If a correction raised all empty states by the same energy, a single number would mend every gap counted from the top filled state. In SnSe₂ that number can be read at Γ, the centre of the Brillouin zone, where the first empty level rises by 1.000 eV. The lowest empty level, at the zone-boundary point L, starts at 0.868 eV, so it should end at 0.868 + 1.000 = 1.868 eV. The many-body calculation puts it at 1.671 eV. The rigid shift thus gives the right sign and rough size of the opening but overshoots by about a fifth of an electronvolt.

G0W0 levels of SnSe₂ at 0.96 of its volume, calculated with Yambo 5.3.0 on Quantum ESPRESSO PBE states with spin-orbit coupling and PseudoDojo 0.4 FR PBE standard potentials. The runs use a 2×2×2 k mesh, a 1170.09 eV wave cutoff, a plasmon-pole model, 126 bands and an 8 Ry screening block. Each column of levels counts from its own highest filled level.

```
row  state k a (reciprocal cell vector)  state k b (reciprocal cell vector)  state k c (reciprocal cell vector)   state band  state start level (eV)  state corrected level (eV)  state weight z
  1                               0.000                               0.000                               0.000   top filled                   0.000                       0.000           0.787
  2                               0.000                               0.000                               0.000  first empty                   1.169                       2.169           0.800
  3                               0.000                               0.000                              -0.500   top filled                  -0.171                      -0.081           0.782
  4                               0.000                               0.000                              -0.500  first empty                   2.525                       3.439           0.810
  5                               0.000                              -0.500                               0.000   top filled                  -0.357                      -0.265           0.782
  6                               0.000                              -0.500                               0.000  first empty                   1.107                       1.937           0.798
  7                               0.000                              -0.500                              -0.500   top filled                  -0.741                      -0.609           0.781
  8                               0.000                              -0.500                              -0.500  first empty                   0.868                       1.671           0.797
```

The opening itself comes from what the starting density functional leaves out. Its potential is the same function of position for every electron, and the gap between its levels is not the difference between the energies for adding and removing an electron. G0W0 replaces the exchange-correlation part of this potential by a self-energy. That contains exchange with the filled states, weakened by screening, and the attraction of an electron to the hollow that it makes in the charge around it.

Two limits show how this acts on a gap. Without screening, bare exchange pulls filled states down much more than empty ones, and the gap becomes far too wide. With perfect static screening the exchange part vanishes, and the remaining attraction acts on filled and empty states alike. A semiconductor lies between these limits, which is why corrections are as a rule larger in materials whose electrons screen weakly. Here the gap from Γ to L nearly doubles.

The same self-energy also gives a reason why one shift need not serve all states. It is non-local: its effect on a state depends on how that state's wave function is spread over the atoms and on its overlap with the filled states. If the empty states at Γ and L were alike in shape and energy, they would be expected to move by similar amounts. They don't, for the one at Γ rises by about a quarter more than the one at L. The lowest conduction band is built from Sn 5s and Se 4p orbitals in antibonding combination, and symmetry lets their proportions change with the wave vector. That this change of mixture causes the unequal shifts is a plausible guess, which an analysis of the orbital weights could test. The coarse mesh may also have a share in them, and only a run on a denser one could tell how much of the contrast remains.

The empty level at A, the zone-boundary point along the stacking direction, shows that height in energy alone does not decide. It starts at 2.525 eV, far above the other three, yet it rises by 0.914 eV, less than the level at Γ. A correction that simply stretched the conduction band in proportion to energy would have moved it most. Among L, M and A the rise does grow a little with the starting energy, so the level that breaks the order is the one at Γ. Carried over from Γ, the rigid shift is too large at A, M and L, three levels that had no part in setting it; the printed output gives each miss. The miss at A is the smallest and lies within the uncertainty of these settings, but a rise well above that at Γ, as stretching would demand, is not seen.

The filled states need a different reading, because each column of levels is counted from its own top filled state at Γ. The zero change in row 1 is therefore a convention, and the rise of about 0.1 eV in the other filled levels means that they come closer to that state. On these four points the top valence band has become flatter, though changes this small are not secure at these settings. Part of this may reflect something particular to the reference state, but such a common offset cancels when two empty levels are compared.

The state weight z, which allows for the change of the self-energy with energy, reduces each correction to about four fifths of its first estimate. It differs by less than one percent between the empty states at Γ and L. The contrast between them must therefore already be present in the self-energy before this reduction.

The uneven shifts change the picture of the direct gaps. Before correction, the gap at Γ is smaller than that at M by 0.295 eV; afterwards the difference is only 0.033 eV. The mesh, the number of bands and the size of the screening matrix are not converged, the effect of the spin-orbit treatment in the velocity operator is untested, and differences between points of about 0.1 eV are not secure. Which of the two points has the smaller direct gap is therefore open, whereas the opening of 0.8 to 1.0 eV for the empty levels is sound in kind. The coarse mesh also probably misses the true valence maximum, which in this compound is known to lie away from Γ, so the indirect gap is likely to be somewhat too large. All these levels belong to a cell squeezed to 0.96 of its volume.

SnSe₂ is studied as a channel material for thin transistors, where a wider gap means less leakage in the off state. A device model built on the uncorrected levels would therefore predict more leakage than one built on the corrected levels. The corrected gap is not a safe input either, for it lies well above the measured indirect gap of SnSe₂. A rigid shift read at L would match the corrected gap but keep the empty level at Γ 0.30 eV above the one at L, where this calculation puts it 0.50 eV above. That difference should be confirmed with converged settings before a model relies on it.

Numerical output:

```
Change of each level counted from the top filled level at Gamma (eV):
  row  change
    1       0
    2       1
    3    0.09
    4   0.914
    5   0.092
    6    0.83
    7   0.132
    8   0.803
Same-point gap at Gamma before correction (eV): 1.169
Same-point gap at A before correction (eV): 2.696
Same-point gap at M before correction (eV): 1.464
Same-point gap at L before correction (eV): 1.609
Same-point gap at Gamma after correction (eV): 2.169
Same-point gap at A after correction (eV): 3.52
Same-point gap at M after correction (eV): 2.202
Same-point gap at L after correction (eV): 2.28
Opening of the same-point gap at A (eV): 0.824
Opening of the same-point gap at M (eV): 0.738
Opening of the same-point gap at L (eV): 0.671
Indirect gap Gamma to L, corrected over start (ratio): 1.925
Empty level at Gamma above that at L before correction (eV): 0.301
Empty level at Gamma above that at L after correction (eV): 0.498
Same-point gap at M less that at Gamma before correction (eV): 0.295
Same-point gap at M less that at Gamma after correction (eV): 0.033
Indirect gap if the Gamma opening held for all empty states (eV): 1.868
Excess of this rigid shift at L (eV): 0.197
Excess of this rigid shift at M (eV): 0.17
Excess of this rigid shift at A (eV): 0.086
Shrinkage of the depth of the filled level at L below Gamma (percent): 17.81
Smallest weight Z: 0.781
Largest weight Z: 0.81
Weight Z of the empty state at Gamma above that at L (percent): 0.3764
Change of the empty level at Gamma above that at L (percent): 24.53
```
